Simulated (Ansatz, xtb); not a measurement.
# Two isomers of C5H7B

Structure I: `CB1C=CC=C1`, a singlet. Structure II: `CC1=CBC=C1`, a singlet. Both are isolated molecules in the gas phase, relaxed with PBE0-D3(BJ)/def2-SVP.

I (Å):

```tsv
atom	x (Å)	y (Å)	z (Å)
C	-2.6527	-1.4544	0.8585
C	-0.3520	-3.0561	1.2281
C	0.8125	-3.1190	0.5586
C	0.8620	-2.1296	-0.5760
C	-0.2695	-1.4081	-0.6617
B	-1.2063	-1.9165	0.5193
H	-2.9455	-1.6136	1.9068
H	-3.3113	-2.1095	0.2510
H	-2.8817	-0.4230	0.5520
H	-0.5898	-3.6887	2.0860
H	1.6513	-3.7898	0.7741
H	1.7387	-2.0447	-1.2274
H	-0.4369	-0.6357	-1.4153
```

II (Å):

```xyz
13

C    -2.6358   -1.7310    0.4767
C    -1.1972   -2.0980    0.4958
C    -0.5514   -2.9573    1.3152
C     1.0196   -1.9242   -0.3412
C    -0.2358   -1.4778   -0.5038
B     0.9514   -2.9480    0.8734
H    -3.0808   -1.9646   -0.5064
H    -3.2065   -2.2534    1.2559
H    -2.7587   -0.6426    0.6153
H    -1.0564   -3.5124    2.1080
H     1.8669   -3.5789    1.3463
H     1.8621   -1.6037   -0.9565
H    -0.5829   -0.7540   -1.2504
```

Which of the two would you expect CCSD(T)/def2-SVP + ΔMP2/def2-TZVPP electronic energies to favour?

Structure I; the calculation gives E(II) − E(I) = +7.5 kcal/mol.

Level by level:

```json
{"level": "GFN2-xTB", "geometry": "GFN2-xTB", "E(II) − E(I) (kcal/mol)": "−6.7", "departure from the last row (kcal/mol)": "−14.2", "job, with rough time for the two": "optimisation, 0.17 s"}
{"level": "HF/STO-3G", "geometry": "GFN2-xTB", "E(II) − E(I) (kcal/mol)": "+5.9", "departure from the last row (kcal/mol)": "−1.6", "job, with rough time for the two": "single point, 0.28 s"}
{"level": "r2SCAN-D4/def2-SVP", "geometry": "GFN2-xTB", "E(II) − E(I) (kcal/mol)": "+8.1", "departure from the last row (kcal/mol)": "+0.5", "job, with rough time for the two": "single point, 2.1 s"}
{"level": "PBE0-D3(BJ)/def2-SVP", "geometry": "PBE0-D3(BJ)/def2-SVP", "E(II) − E(I) (kcal/mol)": "+7.6", "departure from the last row (kcal/mol)": "0.0", "job, with rough time for the two": "optimisation, 17 s"}
{"level": "HF/def2-SVP", "geometry": "PBE0-D3(BJ)/def2-SVP", "E(II) − E(I) (kcal/mol)": "+6.7", "departure from the last row (kcal/mol)": "−0.8", "job, with rough time for the two": "part of the CCSD(T) run"}
{"level": "MP2/def2-SVP", "geometry": "PBE0-D3(BJ)/def2-SVP", "E(II) − E(I) (kcal/mol)": "+6.6", "departure from the last row (kcal/mol)": "−0.9", "job, with rough time for the two": "part of the CCSD(T) run"}
{"level": "CCSD(T)/def2-SVP", "geometry": "PBE0-D3(BJ)/def2-SVP", "E(II) − E(I) (kcal/mol)": "+6.7", "departure from the last row (kcal/mol)": "−0.8", "job, with rough time for the two": "single point"}
{"level": "CCSD(T)/def2-SVP + ΔMP2/def2-TZVPP", "geometry": "PBE0-D3(BJ)/def2-SVP", "E(II) − E(I) (kcal/mol)": "+7.5", "departure from the last row (kcal/mol)": "", "job, with rough time for the two": "single point, 27 s"}
```

As drawn, II has 1 C–C, 1 B–H in place of 1 C–B, 1 C–H.

GFN2-xTB puts the two in the other order. The largest departure from CCSD(T)/def2-SVP + ΔMP2/def2-TZVPP is that of GFN2-xTB, 14.2 kcal/mol. The last row adds to CCSD(T) the change of the MP2 difference between the two basis sets, here +0.8 kcal/mol.

With thermal terms from frequencies at re-optimised GFN2-xTB minima (ideal gas, soft modes damped towards free rotors, one conformer each, 298.15 K, 1 atm): on the last row, ΔE + ΔZPE = +7.1, ΔH = +7.0, ΔG = +7.6 kcal/mol.

The correlated steps freeze 6 core orbitals. Programs: Ansatz 0.2.0, xtb 6.7.1; the last row on 2 threads of Intel(R) Xeon(R) 6975P-C (Granite Rapids) on a shared host.

Both isomers are methylboroles, with the methyl group on boron in I and on a β ring carbon in II, and every level except GFN2-xTB favours I. The ring keeps its four-π-electron, formally antiaromatic character in both, so the difference reflects mainly where the methyl group sits. On boron it can donate by hyperconjugation into the empty p orbital and, being bound to a more electropositive atom, gains a polar B–C bond. This probably outweighs the stabilisation a methyl group gives to the diene carbon.

Hartree–Fock already recovers most of the preference, which suggests that differential correlation matters little in this exchange of bonds. The GFN2-xTB reversal can't be blamed mainly on its geometries, since r2SCAN-D4 restores the order on those same structures; an imbalance in its parametrised boron and carbon bond energies is the likelier cause. The preference for I survives the thermal terms, but it says nothing about resistance to Diels–Alder dimerisation, a familiar escape route for unhindered boroles.
